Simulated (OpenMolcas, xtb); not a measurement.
A ladder of methods for GeSiH5Cl (SMILES Cl[SiH2][GeH3])

The species is GeSiH5Cl (8 atoms), meant as a singlet with charge 0. As SMILES, `Cl[SiH2][GeH3]`. Geometry: relaxed at PBE0-D4/def2-TZVP.

Each level gives the vertical ionisation energy (to the doublet cation) (eV). The values are calculated.

| level | kind | program | value (eV) | less CCSD(T)/cc-pVDZ | CPU time (all runs) |
| --- | --- | --- | --- | --- | --- |
| GFN2-xTB | semi-empirical | xtb | 13.36 | +3.22 | under 2 s |
| GFN1-xTB | semi-empirical | xtb | 13.86 | +3.72 | under 2 s |
| HF/cc-pVDZ | Hartree–Fock | OpenMolcas | 9.88 | -0.26 | 28 s |
| SVWN5/cc-pVDZ | LDA | OpenMolcas | 9.89 | -0.25 | 94 s |
| PBE/cc-pVDZ | GGA | OpenMolcas | 9.79 | -0.35 | 2.3 min |
| TPSS/cc-pVDZ | meta-GGA | OpenMolcas | 9.91 | -0.23 | 3.2 min |
| PBE0/cc-pVDZ | global hybrid | OpenMolcas | 10.12 | -0.02 | 1.9 min |
| CCSD(T)/cc-pVDZ, open shells restricted | coupled cluster or CI | OpenMolcas | 10.14 | 0.00 | 2.7 min |

CCSD(T)/cc-pVDZ, open shells restricted is the highest level here, not the true value. All-electron rows without a relativistic Hamiltonian named are non-relativistic. The values span 9.79 to 13.86 eV. The xTB values lack the empirical shift that such differences need. In the correlated wave-function rows the outer d shell of Ge is correlated, in sets not made for it. CPU times are rough (shared hosts, several kinds of processor): they show what a rung costs within a factor of a few.

Apart from the two xTB rows, the methods agree on an ionisation energy near 10 eV, with PBE0 only 0.02 eV below coupled cluster. The electron probably leaves the Si–Ge σ bond, which lies higher than the Si–H and Ge–H bonds and the chlorine lone pairs; chlorine, being electronegative, should hold that σ level somewhat lower than in the unsubstituted silylgermane. Hartree–Fock falls short at 9.88 eV, as expected when a pair is broken: the neutral molecule has more correlation energy to lose than the cation.

The values don't rise steadily with the share of exact exchange, since PBE0 lies above both PBE and Hartree–Fock. The close match of PBE0 with CCSD(T) therefore suggests a balance of exchange and correlation, and in so small a basis it may be partly fortuitous, because the coupled-cluster value would probably rise more in a larger one. The adiabatic ionisation energy, which would include the weakening and stretching of the Si–Ge bond in the cation, remains undetermined.
